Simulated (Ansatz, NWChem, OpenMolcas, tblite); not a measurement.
## Loss of HF: C2H4F2 → C2H3F + HF

Species: C2H4F2 (1,2-difluoroethane) `FCCF`, singlet; C2H3F `C=CF`, singlet; HF (hydrogen fluoride), singlet. 

Shapes, held fixed at every level: PBE0-D4/def2-TZVP. Flexible molecules stand in one conformer, not always the lowest. Programs: Ansatz 0.2.0, NWChem 7.3.0, OpenMolcas 26.06, tblite 0.8.0. A level may come from different programs for different species; with the same settings they agree closely. The zero-point and thermal change to 298 K, harmonic and unscaled (PBE0-D4/def2-TZVP), is -13.7 kJ/mol.

**The experiment to reproduce.** Tabulated heats of formation (Active Thermochemical Tables): C2H4F2 -450.4; C2H3F -142.5; HF -272.7 kJ/mol, which give ΔH(298 K) = +35.2 kJ/mol.

```
                             level                   kind  ΔH (kJ/mol)  computed − measured
                          GFN2-xTB         semi-empirical       +123.8                +88.6
                 PBE-D4/def2-TZVPP                    GGA        +44.0                 +8.8
B3LYP/6-31G* (spherical functions)          global hybrid        +90.8                +55.6
               BHLYP-D4/def2-TZVPP          global hybrid        +52.3                +17.1
                PBE0-D4/def2-TZVPP          global hybrid        +53.0                +17.8
             r2SCAN0-D4/def2-TZVPP          global hybrid        +54.7                +19.5
                      MP2/def2-SVP    perturbation theory        +50.5                +15.3
                     CCSD/def2-SVP  coupled cluster or CI        +53.2                +18.0
              CCSD(T)/CBS estimate  coupled cluster or CI        +33.9                 -1.3
```

Nearest: CCSD(T)/CBS estimate (-1.3); farthest: GFN2-xTB (+88.6). 2 of 9 levels lie within 10 kJ/mol. The CBS estimate extrapolates MP2 from def2-TZVPP and def2-QZVPP and adds CCSD(T) − MP2 in the triple-zeta set, cores frozen.

Elimination of HF is endothermic at every level. The strong H–F bond and the new C=C π bond repay most, but not all, of the cost of breaking a C–F and a C–H bond. The net enthalpy is a small difference between large bond energies, so an imbalance in describing HF shows up directly.

All levels except the CCSD(T)/CBS estimate make the reaction too endothermic, placing the products too high relative to the difluoride. The large B3LYP/6-31G* error (+55.6 kJ/mol) probably owes much to the basis, which has no polarization functions on hydrogen and no diffuse functions for the electron-rich fluorine in HF. GFN2-xTB misses further still, as its minimal basis and parametrization are not aimed at reaction energies. The closeness of BHLYP and PBE0 gives no sign that the fraction of exact exchange alone governs the error. Nor does MP2's slightly smaller deviation than CCSD in the same small basis show better correlation treatment, since errors may cancel. The reaction enthalpy leaves the elimination barrier undetermined.
